# Margin notes: the Kondo scale of a split multiplet

**Conventions.** One-electron energies are counted from the Fermi level, many-body energies from the state $|0\rangle$ (Fermi sea filled, f shell empty). Energies are in eV ($1\ \mathrm{eV}=1.602\times10^{-19}$ J). Inside formulas $T_K$ stands for the energy $k_BT_K$. Splittings are written $\Delta_i$, and $D$ is kept for the half-bandwidth.

## Note 1. Premises

The f orbitals $\nu=1,\dots,N$ fall into multiplets $i$ of degeneracy $N_i$, with $\sum_iN_i=N$, at $\epsilon_\nu=\epsilon_f+\Delta_i$. Here $\Delta_1=0<\Delta_2<\dots$, so $\epsilon_f<0$ is the *lowest* level. The Hamiltonian is

$$H=\sum_\nu\int_{-D}^{D}\!d\epsilon\,\epsilon\,c^\dagger_{\epsilon\nu}c_{\epsilon\nu}+\sum_\nu\epsilon_\nu n_\nu+\sum_\nu\sqrt{\gamma_\nu}\int_{-D}^{D}\!d\epsilon\,(f^\dagger_\nu c_{\epsilon\nu}+\mathrm{h.c.})+U\sum_{\nu<\nu'}n_\nu n_{\nu'},\tag{1}$$

with $\{c_{\epsilon\nu},c^\dagger_{\epsilon'\nu'}\}=\delta_{\nu\nu'}\delta(\epsilon-\epsilon')$ and $\gamma_\nu=\rho V_\nu^2$. The density of states $\rho$ is per channel, and $\pi\gamma_\nu$ is the half-width of the level at $U=0$.

- (P1) One impurity at zero temperature.
- (P2) $U\to\infty$: only $f^0$ and $f^1$ occur.
- (P3) Each orbital has its own conduction channel, with $\gamma_\nu=\gamma_i$ constant on $[-D,D]$.
- (P4) Leading order in $1/N$ at fixed $N\gamma$.

*Why each orbital has its own channel.* From a hopping $\sum_kV_{k\nu}f^\dagger_\nu c_k$ define $\sqrt{\gamma_\nu}\,c_{\epsilon\nu}=\sum_kV_{k\nu}\,\delta(\epsilon-\epsilon_k)\,c_k$. The anticommutator of two such operators is $\delta(\epsilon-\epsilon')\,\gamma_{\nu\nu'}(\epsilon)$ with $\gamma_{\nu\nu'}=\sum_kV_{k\nu}V^*_{k\nu'}\delta(\epsilon-\epsilon_k)$. This matrix commutes with the site symmetry. By Schur's lemma it is a multiple of the unit matrix within an irreducible representation and vanishes between inequivalent ones. For a spherical host and labels $(j,m)$ this proves diagonality. If a representation occurs twice, as $\Gamma_7$ and $\Gamma_8$ do in the cubic reduction of $j=5/2$ and $j=7/2$, diagonality is an assumption.

## Note 2. Why two kinds of state suffice

Acting on $|0\rangle$, the hybridisation creates $|\epsilon\nu\rangle=f^\dagger_\nu c_{\epsilon\nu}|0\rangle$ with $\epsilon<0$, of energy $\epsilon_\nu-\epsilon=\epsilon_\nu+|\epsilon|$. The channel is free, so the summed squared coupling is $\sum_\nu\gamma_\nu\sim N\gamma$, of order $N^0$.

From $|\epsilon\nu\rangle$ a second electron cannot enter, by (P2). The f electron can leave only into channel $\nu$. It either refills the hole, which returns $|0\rangle$, or goes to an empty state $E>0$, which gives $c^\dagger_{E\nu}c_{\epsilon\nu}|0\rangle$. In the second step no channel sum occurs, so its squared coupling is $\gamma=(N\gamma)/N$. At order $N^0$ the space spanned by $|0\rangle$ and the $|\epsilon\nu\rangle$ is therefore closed. It is the trial space of Varma and Yafet (1976), which Gunnarsson and Schönhammer (1983) used as the first term of a $1/N$ expansion.

## Note 3. The pole condition

Put $|\Psi\rangle=A\big[|0\rangle+\sum_\nu\int_{-D}^0d\epsilon\,a_\nu(\epsilon)|\epsilon\nu\rangle\big]$. With $\langle\epsilon\nu|H|0\rangle=\sqrt{\gamma_\nu}$, the projections of $H\Psi=E_0\Psi$ on $\langle0|$ and $\langle\epsilon\nu|$ are

$$E_0=\sum_\nu\sqrt{\gamma_\nu}\int_{-D}^0a_\nu\,d\epsilon,\qquad(E_0-\epsilon_\nu+\epsilon)\,a_\nu(\epsilon)=\sqrt{\gamma_\nu}.\tag{2}$$

Inserting the second into the first gives $E_0=\Sigma_0(E_0)$, where

$$\Sigma_0(z)=\sum_\nu\gamma_\nu\int_{-D}^0\frac{d\epsilon}{z-\epsilon_\nu+\epsilon}.\tag{3}$$

The same elimination applied to $(z-H)^{-1}$ gives the empty-state resolvent $R_0(z)=\langle0|(z-H)^{-1}|0\rangle=1/[z-\Sigma_0(z)]$. The eigenvalue is its pole, hence the name of the condition.

The $f^1$ continuum starts at $\epsilon_f$. Define the binding energy $\delta=\epsilon_f-E_0$. Each denominator in (3) becomes $-(\delta+\Delta_i+|\epsilon|)$, and $\int_0^Ddu/(x+u)=s(x)$ with $s(x)=\ln[(D+x)/x]$. Therefore

$$|\epsilon_f|+\delta=\sum_iN_i\gamma_i\ln\frac{D+\delta+\Delta_i}{\delta+\Delta_i}.\tag{4}$$

Equation (4) is exact within (P1)–(P4). The right side falls monotonically from $+\infty$ at $\delta\to0^+$ to zero, and the left side rises, so there is exactly one root $\delta>0$. The divergence comes from the lowest multiplet alone: the sharp Fermi edge binds a singlet for any $\gamma_1>0$. We define $k_BT_K\equiv\delta$.

If the hybridisation depends on energy, the logarithm is replaced by $\int_{-D}^0\gamma_i(\epsilon)\,d\epsilon/(\delta+\Delta_i+|\epsilon|)$ and nothing else changes.

## Note 4. Weights, and what $\delta$ measures

Normalisation gives $Z\equiv A^2=1/(1+\sum_iw_i)$ with

$$w_i=N_i\int_{-D}^0a_i^2\,d\epsilon=N_i\gamma_i\Big[\frac1{\delta+\Delta_i}-\frac1{D+\delta+\Delta_i}\Big].\tag{5}$$

The occupation of multiplet $i$ is $n_i=Zw_i$, and $n_f=1-Z$. Since $\sum_iw_i=-\Sigma_0'(E_0)$, $Z$ is also the residue of $R_0$ at the pole.

Now shift the levels, $\epsilon_\nu\to\epsilon_\nu+d_\nu$, and expand $E_0=-\sum_\nu\gamma_\nu\,s(\epsilon_\nu+d_\nu-E_0)$. At first order $dE_0\,(1+\sum_iw_i)=-\sum_\nu\gamma_\nu s'd_\nu$, because $-N_i\gamma_is'=w_i$. A common shift gives $dE_0/d\epsilon_f=n_f$, that is

$$d\delta/d\epsilon_f=Z.\tag{6}$$

If the $d_\nu$ sum to zero within each multiplet, the first order vanishes and the second order is

$$dE_0=-\frac Z2\sum_\nu\gamma_\nu d_\nu^2\Big[\frac1{(\delta+\Delta_\nu)^2}-\frac1{(D+\delta+\Delta_\nu)^2}\Big].\tag{7}$$

Take a single multiplet $j$ with $\delta\ll D$ and a field $B$ acting on the f moment only, $d_m=-g_J\mu_BBm$. Then $\sum_mm^2=Nj(j+1)/3$ and $ZN\gamma/\delta=n_f$, and the induced moment $\mu=-\partial E_0/\partial B$ obeys $\mu/B=n_f\,g_J^2\mu_B^2\,j(j+1)/(3\delta)$, in J/T². This is the Curie law with $k_BT$ replaced by $\delta$, which justifies calling $\delta$ the Kondo scale.

## Note 5. Which $J$, and which exponent

Eliminate $|0\rangle$ instead of the $f^1$ states. From (2), the amplitude on $|0\rangle$ is $E_0^{-1}\sum_\nu\sqrt{\gamma_\nu}\int a_\nu\,d\epsilon$, so the $f^1$ states interact through the separable kernel $\sqrt{\gamma_\nu\gamma_{\nu'}}/E_0=-\sqrt{\gamma_\nu\gamma_{\nu'}}/(|\epsilon_f|+\delta)$. For equal $V$ and $\delta\ll|\epsilon_f|$ the operator behind it is $-Jf^\dagger_{\nu'}c_{k'\nu'}c^\dagger_{k\nu}f_\nu$. Reordering the two $c$ operators gives, up to a level shift, the model of Coqblin and Schrieffer (1969):

$$H_J=J\sum_{\nu\nu'}\sum_{kk'}c^\dagger_{k\nu}c_{k'\nu'}f^\dagger_{\nu'}f_\nu,\qquad J=\frac{V^2}{|\epsilon_f|},\qquad J\rho=\frac{\gamma}{|\epsilon_f|}.\tag{8}$$

Two points are easily missed.

*The denominator is the same for all multiplets.* It is the distance from $|0\rangle$ to the eigenvalue $E_0$, and not to the level $\epsilon_\nu$. An excited multiplet enters the ground state only virtually, so writing $V^2/(|\epsilon_f|-\Delta_i)$ for it in the pole condition would contradict (4).

*The factor in the exponent depends on the form of the exchange.* For $N=2$ the permutation operator in (8) equals $2\mathbf S\cdot\mathbf s+\tfrac12$, with $\mathbf s$ the conduction spin, so $H_J=J_K\,\mathbf S\cdot\mathbf s$ plus potential scattering with $J_K=2J$. Every $1/(J\rho)$ below is $2/(J_K\rho)$ in that convention.

## Note 6. The product form

Let all $\gamma_i=\gamma$. Divide (4) by $\gamma$ and exponentiate:

$$\prod_i(\delta+\Delta_i)^{N_i}=D^Ne^{-1/(J\rho)}\;e^{-\delta/\gamma}\prod_i\Big(1+\frac{\delta+\Delta_i}{D}\Big)^{N_i}.\tag{9}$$

This is still exact. Setting the last two factors to one gives the textbook result

$$\boxed{\prod_i(T_K+\Delta_i)^{N_i}=D^N\,e^{-1/(J\rho)}}\tag{10}$$

How small must the dropped terms be? The logarithm of the left side responds to $\delta$ as

$$\frac{d}{d\ln\delta}\sum_iN_i\ln(\delta+\Delta_i)=N_{\rm eff}(\delta)\equiv\sum_i\frac{N_i\,\delta}{\delta+\Delta_i}.\tag{11}$$

A small term $\eta$ added to the logarithm of the right side therefore changes $\ln\delta$ by $\eta/N_{\rm eff}$.

- The factor $e^{-\delta/\gamma}$ has $|\eta|/N_{\rm eff}=\delta/(\gamma N_{\rm eff})$. By (5), for a wide band $\sum_iw_i=\gamma N_{\rm eff}/\delta$, so the ratio equals $(1-n_f)/n_f$. The condition is near-integral valence. Smallness of $\delta/|\epsilon_f|$ is not enough, because that ratio is multiplied by the large number $1/(J\rho)$.
- The band-edge factor has $\eta\approx\sum_iN_i(\delta+\Delta_i)/D$. A multiplet with $\Delta_i\gg D$ drops out of (4), whereas (10) would let it lower $T_K$ without limit. So (10) needs $\Delta_i\ll D$.

For unequal hybridisation the same steps replace $N_i$ by $N_i\gamma_i/\gamma_1$, $N$ by the sum of these, and $J\rho$ by $\gamma_1/|\epsilon_f|$.

## Note 7. The high-temperature scale

Define $T_K^h$ as the root of (10) with all splittings removed at fixed $J$:

$$T_K^h=D\,e^{-1/(NJ\rho)},\qquad(T_K^h)^N=\prod_i(T_K+\Delta_i)^{N_i}.\tag{12}$$

So $T_K^h$ is the degeneracy-weighted geometric mean of the $T_K+\Delta_i$. It lies above $T_K$ and, by the inequality of the means, below $T_K+\bar\Delta$ with $\bar\Delta=\sum_iN_i\Delta_i/N$.

For three Kramers doublets all exponents are 2 and $N=6$. The square root of (12) is

$$(T_K^h)^3=T_K(T_K+\Delta_2)(T_K+\Delta_3).\tag{13}$$

Only if $T_K\ll\Delta_2$ does this reduce to

$$\boxed{T_K^h=(T_K\,\Delta_2\,\Delta_3)^{1/3}}\tag{14}$$

where $\Delta_2,\Delta_3$ are the energies of the first and second excited doublets above the lowest. This is the form associated with Hanzawa, Yamada and Yosida (1985). Expanding (13), the relative correction to (14) is $+\tfrac13T_K(1/\Delta_2+1/\Delta_3)$. In general, for $T_K\ll\Delta_2$,

$$T_K=D\,e^{-1/(N_1J\rho)}\prod_{i>1}\Big(\frac D{\Delta_i}\Big)^{N_i/N_1}.\tag{15}$$

The exponent is that of the lowest multiplet, and the excited multiplets supply a large prefactor.

*Why "high-temperature".* Evaluate the resolvent at $z=\epsilon_f-\Lambda$ with $\Lambda>\delta$. The dressed exchange amplitude through $f^0$ is $\lambda(\Lambda)=-\gamma R_0(z)$. With the approximations of Note 6,

$$\frac1{\lambda(\Lambda)}=\frac1{J\rho}-\sum_iN_i\ln\frac D{\Lambda+\Delta_i},\qquad\frac{d\lambda}{d\ln\Lambda}=-N_{\rm eff}(\Lambda)\,\lambda^2.\tag{16}$$

This is a scaling equation whose degeneracy falls from $N$ to $N_1$ as $\Lambda$ passes the splittings, and $\lambda$ diverges where (10) holds. For $\Lambda\gg\Delta_i$ the first form reads $1/\lambda=N\ln(\Lambda/T_K^h)$. For $T_K\ll\Lambda\ll\Delta_2$ it reads $1/\lambda=N_1\ln(\Lambda/T_K)$, by (15). A temperature cuts off the logarithms as $\Lambda\sim k_BT$ does, to logarithmic accuracy. Under the condition for (14), $T_K^h$ lies below $\Delta_3$, so the sixfold flow is interrupted before it reaches its own pole. $T_K^h$ is the scale inside the logarithms at $k_BT>\Delta_3$, and no singlet forms there.

*Beyond the leading logarithm.* For the unsplit model the known two-loop equation, quoted here without derivation, is $d\lambda/d\ln\Lambda=-N\lambda^2+N\lambda^3$. Then $L=1/\lambda-\ln\lambda$ obeys $dL/d\ln\Lambda=N(1-\lambda^2)\approx N$, so $L=N\ln(\Lambda/T_N)$ defines a scale $T_N$. The function $L(\lambda)$ does not depend on $N$. Continuity of $\lambda$ at sharp thresholds gives $6\ln(\Delta_3/T_6)=4\ln(\Delta_3/T_4)$ and $4\ln(\Delta_2/T_4)=2\ln(\Delta_2/T_2)$, that is $T_6^6=\Delta_3^2T_4^4=\Delta_3^2\Delta_2^2T_2^2$. Relation (14) survives, up to factors of order one from the shape of the thresholds, while the right side of (10) acquires a factor $J\rho$. This explains why (14) is more robust than the absolute value (10) when the lowest multiplet is only a doublet.

## Note 8. Range of validity

1. *Degeneracy.* Corrections to (4) are of relative order $1/N$. The low-energy logarithm involves $N_{\rm eff}$, so the expansion is poorest for a well-isolated doublet. The first omitted state (Note 2) lowers an $f^1$ state with a hole near the Fermi level by $\gamma\int_0^DdE/(|\epsilon_f|+E)=\gamma\ln(1+D/|\epsilon_f|)$. Dressing the intermediate $f^0$ state replaces the denominator $|z|$ by $|z-\Sigma_0(z)|<|z|$ and enlarges the shift.
2. *Valence and band.* Equation (10) needs $1-n_f\ll n_f$ and $\Delta_i\ll D$; equation (4) needs neither.
3. *Separation.* Equations (14) and (15) need $T_K\ll\Delta_2$. Equation (14) needs three doublets, hence lower than cubic symmetry for $j=5/2$. A cubic field gives a doublet and a quartet, and (12) then has exponents 2 and 4.
4. *Finite $U$.* The states $f^\dagger_{\nu'}c_{\epsilon'\nu'}f^\dagger_\nu c_{\epsilon\nu}|0\rangle$ have a free channel sum and are of order $N^0$. Let $E_2=\epsilon_f+U$ and ignore $\Delta_i$ and the $f^2$ term splitting. Undoing the first pair adds $-\gamma/(E_2+|\epsilon|+|\epsilon'|)$ to the kernel of Note 5, with the same sign because the pair operators commute. This raises $J$ by at most the factor $1+|\epsilon_f|/E_2$. Undoing the second pair lowers the $f^1$ level by $(N-1)\gamma\ln(1+D/E_2)$. The two effects oppose each other.
5. *Lattice.* In a Ce metal, $\gamma(\epsilon)$ is an effective bath that a lattice theory such as DMFT must supply. Coherence and intersite exchange lie outside (P1).

## Note 9. Illustration: a model for $\alpha$-Ce

Inputs: $N_1=6$ ($j=5/2$), $N_2=8$ ($j=7/2$), and the typical spin–orbit splitting $\Delta_2=\Delta=0.28$ eV. Assumed approximate values are $\epsilon_f=-1.5$ eV and $D=3$ eV. The hybridisation $\gamma=0.040$ eV ($\pi\gamma=0.126$ eV), equal for both multiplets, is chosen so that the model's scale comes out at the size typical of $\alpha$-Ce. Then $1/(J\rho)=37.5$.

Equation (4) divided by $\gamma$ reads $6s(\delta)+8s(\delta+\Delta)=37.5+\delta/\gamma$. The root is $\delta=82.3$ meV, where the left side is $21.74+17.82=39.56$ and $\delta/\gamma=2.06$. Three figures are kept only to compare the forms with each other.

| Form | energy (meV) | temperature (K) |
|---|---|---|
| (4), both multiplets | 82.3 | $9.6\times10^2$ |
| (4), $j=5/2$ only | 5.67 | 66 |
| (4), $\Delta=0$, $N=14$ | 162 | $1.9\times10^3$ |
| product form (10) | 93.2 | $1.1\times10^3$ |
| separated limit (15) | 137 | $1.6\times10^3$ |
| $T_K^h$ of (12) | 206 | $2.4\times10^3$ |

*Role of $j=7/2$.* From (5), $w_1=2.84$ and $w_2=0.79$, so $Z=0.216$, $n_f=0.78$, $n_{5/2}=0.61$ and $n_{7/2}=0.17$. The upper multiplet raises the scale by a factor 14.5. Formula (15) would give $(D/\Delta)^{8/6}=23.6$. With $\delta/\Delta=0.29$ the multiplets are not separated, $N_{\rm eff}=7.8$, and (15) lies 47 per cent above the root of (10).

*Quality of the product form.* The root of (10) lies 13 per cent above that of (4). This owes something to cancellation: the dropped terms in the logarithm of (9) are $-2.06$ from the valence factor and $+1.07$ from the band edge. A denominator $|\epsilon_f|-\Delta=1.22$ eV for the upper multiplet, rejected in Note 5, would inflate its exchange by 23 per cent.

*Crystal field.* The fcc site is cubic, so (14) does not apply. Assume a doublet 15 meV below a quartet, an illustrative size, at fixed centre of gravity and equal $\gamma$. The shifts are $-\tfrac23\Delta_c$ (twice) and $+\tfrac13\Delta_c$ (four times), so $\sum d_\nu^2=\tfrac43\Delta_c^2$, and (7) lowers $E_0$ by only 0.2 meV. The binding energy counted from the lowest level drops by about 10 meV, almost wholly because the reference level moved. For $\Delta_c\ll\delta$ the sextet acts as one multiplet.

*Neglected terms.* The $1/N$ level shift of Note 8 is 44 meV before dressing. By (6) it changes $\delta$ by $-9.5$ meV, or 12 per cent. The two-loop factor has $\ln(J\rho)=-3.6$, which moves $\ln\delta$ by about $-0.46$, though part of this depends on how the scale is defined at finite $N$. A typical $U=6$ eV gives $E_2=4.5$ eV. The added exchange alone lowers $1/(J\rho)$ at most to 28.1 and multiplies the root of (10) by up to 2.9. The level shift alone, 0.27 eV, raises $1/(J\rho)$ to 44.1 and multiplies the root by 0.41. Both rival the accuracy sought, so $\epsilon_f$ and $\gamma$ must be read as effective parameters that absorb them. Differentiating (4) gives $d\ln\delta/d\ln\gamma=Z(|\epsilon_f|+\delta)/\delta=4.2$, which shows how sharply the result depends on the chosen $\gamma$.

*Result.* The model's scale is $k_BT_K\approx82$ meV $\approx1.3\times10^{-20}$ J, or about $10^3$ K, uncertain by tens of per cent at fixed inputs. A scale of one to two thousand kelvin and $n_f$ near 0.8 to 0.9 are typical knowledge for $\alpha$-Ce; since $\gamma$ was chosen for that scale, the value is no prediction. What the model does show is structural: a multiplet lying more than three times $k_BT_K$ above the ground sextet and holding 0.17 electron accounts for over an order of magnitude in $T_K$.